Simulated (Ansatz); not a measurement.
HfO2: the change of pressure with volume per atom

Results calculated with Ansatz 0.2.0 development build, not measured. Equation of state of a cubic crystal from periodic Kohn-Sham density functional theory without spin; pressure corrected for the finite basis.

Cell of the first row (space group Fm-3m, No. 225):
```
HfO2
1.0
      0.0000     2.4791     2.4791
      2.4791     0.0000     2.4791
      2.4791     2.4791     0.0000
Hf O
1 2
Direct
  0.00000 0.00000 0.00000
  0.25000 0.25000 0.25000
  0.75000 0.75000 0.75000
```

Settings of every row: formula HfO2; structure type fluorite; functional r2SCAN; spin treatment none; k mesh 12x12x12; occupation method fermi-dirac; occupation width 0.1 eV; wave cutoff 1050 eV; datasets hand-made PAW; density cutoff ratio 5; xc grid level 2.

Limits: a cubic model structure, not a phase known at ambient conditions; the SCF threshold is loose for a stress in some rows; no spin-orbit coupling, which can matter with elements this heavy.

| row | volume per atom (Å³) | pressure (GPa) | energy above lowest point (meV/atom) |
| --- | --- | --- | --- |
| 1 | 10.157 | 18.394 | 34.08 |
| 2 | 10.489 | 7.987 | 7.1 |
| 3 | 10.82 | ? | ? |
| 4 | 11.151 | -8.452 | 9.86 |
| 5 | 11.482 | -14.906 | 34.18 |

Question: what pressure should row 3 give?

Worked fit of pressure. Take u = (V_r/V)^(2/3) − 1 with V_r = 10.82 Å³ an atom, which is twice the finite (Eulerian) strain; such expansions in the strain, on which the Birch-Murnaghan equation of state is built, carry the rest volume and the bulk modulus. The shown rows have u = 0.04306, 0.02093, -0.01989, -0.03882. Least squares give pressure = −0.8822 + 402.098 × u + 1055.72 × u² GPa; a straight line predicts inner rows, each left out in turn, worse (root mean square 1 against 0.025 GPa). The rows lie off it by 0.004, -0.009, 0.010, -0.005 (root mean square 0.0074 GPa). The pressure vanishes at u = 0.0022, or V = 10.78 Å³ an atom, and there the bulk modulus at fixed shape and fractions is B = −V dP/dV = (2/3)(1 + u) dP/du = 272 GPa. The withheld row has u = 0, so the fit gives −0.8822 + 402.098 × (0) + 1055.72 × (0)² = -0.882 GPa.

The calculation gave -0.885 GPa. The fit lies 0.003 GPa (0.009 % of the column's range) above it; its largest miss of a shown row is 0.010 GPa.

The other values of row 3: energy above lowest point 0 meV/atom.
